**Notebook: the 3p wave of Ca⁺, all-electron and pseudo**

These are questions on one radial function from a scalar-relativistic LDA run for the spherical, spin-unpolarised ion Ca⁺. Here $r$ is the radius and $u=rR(r)$, so $u^2\,dr$ is the probability in a shell; $u_{AE}$ is the all-electron wave and $\phi$ the pseudo wave. I follow the rows at 0.4, 1.0 and 2.4 bohr. Waves are in bohr$^{-1/2}$, and the printed analysis follows the text.

Calculated values. ONCVPSP 4.0.1, scalar-relativistic LDA (Perdew-Zunger): 3p wave u = rR(r) of Ca⁺ (3s2 3p6 4s1 outside a [Ne] core), all-electron and from an optimised norm-conserving Vanderbilt pseudopotential. The p channel has a radius of 1.55 bohr and two projectors; the local potential is a polynomial inside 1.5 bohr. The signs of the two waves are matched outside the p radius.

```csv
radius (bohr),all-electron wave (bohr^(-1/2)),pseudo wave (bohr^(-1/2))
0.200,-0.4799,0.0931
0.400,-0.0599,0.3317
0.600,0.4999,0.6153
0.800,0.8344,0.8367
1.000,0.9475,0.9357
1.200,0.9206,0.9170
1.400,0.8242,0.8240
1.600,0.7028,0.7028
1.800,0.5807,0.5806
2.000,0.4695,0.4695
2.200,0.3738,0.3737
2.400,0.2942,0.2942
2.600,0.2296,0.2295
```

**1. Where do the waves agree, and which digits count?**

From 1.6 bohr outward they differ by at most 0.0001, one unit in the last digit. The three non-zero differences all have $\phi$ below $u_{AE}$, so a residue smaller than that digit is probably real, but the table cannot size it; three decimals are safe. The generator imposes the agreement beyond the p radius of 1.55. On a 0.2 grid that radius cannot be told from the local radius of 1.5, but the 3s wave of the same run separates them: with its radius of 1.85 it is still off by 0.0030 at 1.6 and agrees at 1.8.

**2. Why are the signs opposite at 0.2 and 0.4?**

A 3p state has $n-l-1=1$ radial node, because it must be orthogonal to the nodeless core 2p. Interpolation puts it at 0.42 bohr. With 2p removed, $\phi$ is the lowest p state and needs no node. It starts as $r^{l+1}=r^2$; the power between 0.2 and 0.4 is 1.83, the wave already bending over.

**3. Is the wave that of a hydrogen-like ion?**

The hydrogen-like ion of charge $Z$ is the natural analogy: its 3p wave has one node at $6/Z$, an outer peak at $12/Z$ and a level of $-Z^2/18$ Ha. Node, peak (1.06 bohr) and level give $Z=14.2$, 11.3 and 4.8. They disagree because the potential is not that of one charge: screening weakens the pull outward, and charge lying outside a given radius exerts no force there yet raises the potential, and with it the level. Most of that charge belongs to the 3s and 3p electrons themselves; the 4s electron adds only a small part. A single $Z$ fitted to all thirteen rows gives 11.3 and misses the 0.4 row by 0.39. The analogy holds for the node count and the $r^2$ start, and fails for amplitudes and energy.

**4. Does orthogonality to 2p put the node in the right place?**

Project a model core out of the pseudo wave and renormalise:
$$u=\frac{\phi-S\,u_{2p}}{\sqrt{1-S^2}},\qquad S=\int\phi\,u_{2p}\,dr,\qquad u_{2p}=\sqrt{Z^5/24}\;r^2e^{-Zr/2}.$$
Slater's rules give $Z=20-2(0.85)-7(0.35)=15.85$, so nothing is fitted, and integration over the interpolated $\phi$ gives $S=0.257$. At 0.4 bohr, $u_{2p}=204\times0.16\times e^{-3.17}=1.37$, and
$$u=\frac{0.3317-0.257\times1.37}{\sqrt{1-0.066}}\approx-0.02,$$
against $-0.0599$. The sign is right and the node falls at 0.41. It depends on the assumed charge, running from 0.455 to 0.365 for $Z$ from 14 to 18, so the second digit is partly luck.

The model fails in two places. The inner lobe is too shallow, $-0.349$ against $-0.4799$ at 0.2. The tail is too large by $1/\sqrt{1-S^2}-1=3.5\,\%$ of $\phi$: 0.3044 against 0.2942 at 2.4. Both sizes belong partly to the model core: for $Z$ from 14 to 18 the value at 0.2 runs from $-0.401$ to $-0.288$ and the tail excess from 5.6 to 2.1 %, and a self-consistent 2p, more strongly screened outward, reaches further than the hydrogenic one and overlaps $\phi$ more. Read backwards, a normalised smooth wave made only by adding core character to $u_{AE}$ would be too small outside. This is the orthogonality hole, which norm conservation is designed to avoid.

**5. Why is the pseudo wave larger at 0.6 and smaller at 1.0?**

Norm conservation requires $\int_0^{1.55}(\phi^2-u_{AE}^2)\,dr=0$, equal charge rather than equal waves. At 0.2 the all-electron lobe has the larger magnitude and $\phi$ holds less charge; the running integral is down to $-0.034$ at 0.4. Around the node $\phi$ repays this, and the integral has turned slightly positive by 0.8. It ends at $-0.0024$, 0.3 % of the run's norm of 0.7467, a plausible quadrature error when the inner lobe is sampled by two points. The condition is built in, so this only checks the reading.

The constraint does not by itself demand the deficit of 0.0118 at 1.0, since the squares have already changed order further in. The accounting does show an overshoot: beyond 0.8, where the grid samples the waves well, the integral falls from $+0.0031$ to $-0.0024$, and since it must end at zero, $\phi$ holds roughly 0.006 too much inside 0.8 and gives it back near the peak. Why the optimised wave overshoots is not shown here; smoothness is my guess.

**6. What sets the decay at 2.4 bohr?**

The level $\varepsilon=-1.2831$ Ha fixes the far decay constant $\kappa=\sqrt{-2\varepsilon}=1.602$ bohr⁻¹, yet the logarithmic slope between 2.4 and 2.6 is 1.240, or 77 % of $\kappa$. The electron still feels strong attraction. With relativistic terms neglected this far out, $u''/u=2/r^2+2(V-\varepsilon)$ yields the potential $V$ from finite differences. The effective charge $-rV$ falls at every step, from 3.04 at 1.4 to 1.97 at 2.4, with rounding worth 0.02 there and the finite step worth a few hundredths at the inner end. It is tempting to read the value near 2 as a nucleus of 20 screened by 18 electrons, but $-rV$ does not count the charge inside $r$: the 4s electron lowers it even from outside, and exchange and correlation raise it. Nor is the value a plateau: in LDA, which keeps self-interaction, the charge of a +1 ion tends to 1.

**7. What would another element, charge state or radius change?**

These are arguments, since the table is one run. One more proton contracts 2p and pulls the node in; the model above gives about 0.02 bohr per unit of charge at fixed $\phi$, which is low because 3p contracts too; scaling the node as $6/Z$ from $Z=14.2$ gives about 0.03. Sc would lie slightly inside 0.42 and K outside. Neutral Ca adds a 4s electron that lies mostly outside 3p and raises the potential there almost uniformly, so the level should rise by several eV while the shape changes little. A larger p radius usually gives a softer wave that departs from $u_{AE}$ over more of the peak. Spin-orbit coupling, absent here, would split the level in two.

**8. Does the agreement prove a good potential?**

It does not: it is imposed at the 3p level in one configuration, and the second p projector imposes the like at an energy 1.8 Ha higher. The same run tests more: p scattering phases stay within 0.0033 rad of all-electron over the whole range of energies scanned, while d errors reach 1.30 rad at positive energy. Promoting a 3s electron is wrong by $-159$ meV in 47.5 eV, and this cannot be carried over to a 3p hole. The d projector needs a cutoff of 22.09 Ha for 1 mHa against 14.15 for 3p, and the run's warning on reset projector energies concerns d alone. Atomic tests of this kind do not give the error in a solid.

Numerical output:

```
rounding of a difference of two entries: up to 0.0001 bohr^-1/2
r[bohr]  PS-AE  running int(PS^2-AE^2)  orth.model  orth-AE  hydrogenic-AE
0.2 +0.5730 -0.0222 -0.3489 +0.1310 -0.1319
0.4 +0.3916 -0.0337 -0.0217 +0.0382 -0.3912
0.6 +0.1154 -0.0102 +0.4684 -0.0315 -0.2388
0.8 +0.0023 +0.0031 +0.8045 -0.0299 -0.0006
1.0 -0.0118 +0.0012 +0.9486 +0.0011 +0.1163
1.2 -0.0036 -0.0016 +0.9431 +0.0225 +0.1044
1.4 -0.0002 -0.0023 +0.8510 +0.0268 +0.0263
1.6 +0.0000 -0.0024 +0.7268 +0.0240 -0.0613
1.8 -0.0001 -0.0024 +0.6007 +0.0200 -0.1282
2.0 +0.0000 -0.0024 +0.4858 +0.0163 -0.1658
2.2 -0.0001 -0.0024 +0.3867 +0.0129 -0.1778
2.4 +0.0000 -0.0024 +0.3044 +0.0102 -0.1715
2.6 -0.0001 -0.0024 +0.2375 +0.0079 -0.1548
largest |PS-AE| outside 1.55 bohr: 0.0001
3s PS-AE (radius 1.85): 1.4: -0.0229, 1.6: -0.0030, 1.8: +0.0000
AE node: linear 0.421, spline 0.420 bohr
peak (parabola 0.8-1.2): AE 1.062, PS 1.068 bohr
PS power of r between 0.2 and 0.4: 1.83 (l+1 = 2)
hydrogenic 3p charge: node 6/r 14.2, peak 12/r 11.3, level 4.8
hydrogenic fit Z = 11.34, rms 0.172, node 0.529 bohr
2p charge 14.00: S 0.320, S^2 0.103, node 0.455, u(0.2) -0.401, outer excess 5.6 %, rms 0.055
2p charge 15.85: S 0.257, S^2 0.066, node 0.409, u(0.2) -0.349, outer excess 3.5 %, rms 0.042
2p charge 18.00: S 0.202, S^2 0.041, node 0.365, u(0.2) -0.288, outer excess 2.1 %, rms 0.068
PS norm inside 1.55: spline 0.7451, run 0.7467, difference -0.0017
PS norm inside 2.6: 0.9798; exponential tail estimate beyond: 0.0212
level -1.2831 Ha, kappa 1.602 /bohr; slope 2.4-2.6: 1.240 /bohr (77 % of kappa)
AE charge -rV from radial equation: r, from u, from ln u, rounding bound
1.4 3.04 3.04 0.00
1.6 2.70 2.69 0.01
1.8 2.44 2.44 0.01
2.0 2.24 2.24 0.01
2.2 2.09 2.09 0.01
2.4 1.97 1.97 0.02
3p: 1 mHa cutoff 14.15 Ha, q 5.32 /bohr, wavelength 1.18 bohr
d projector: 1 mHa cutoff 22.09 Ha, q 6.65 /bohr, wavelength 0.95 bohr
cutoff ratio d/3p 1.56
```
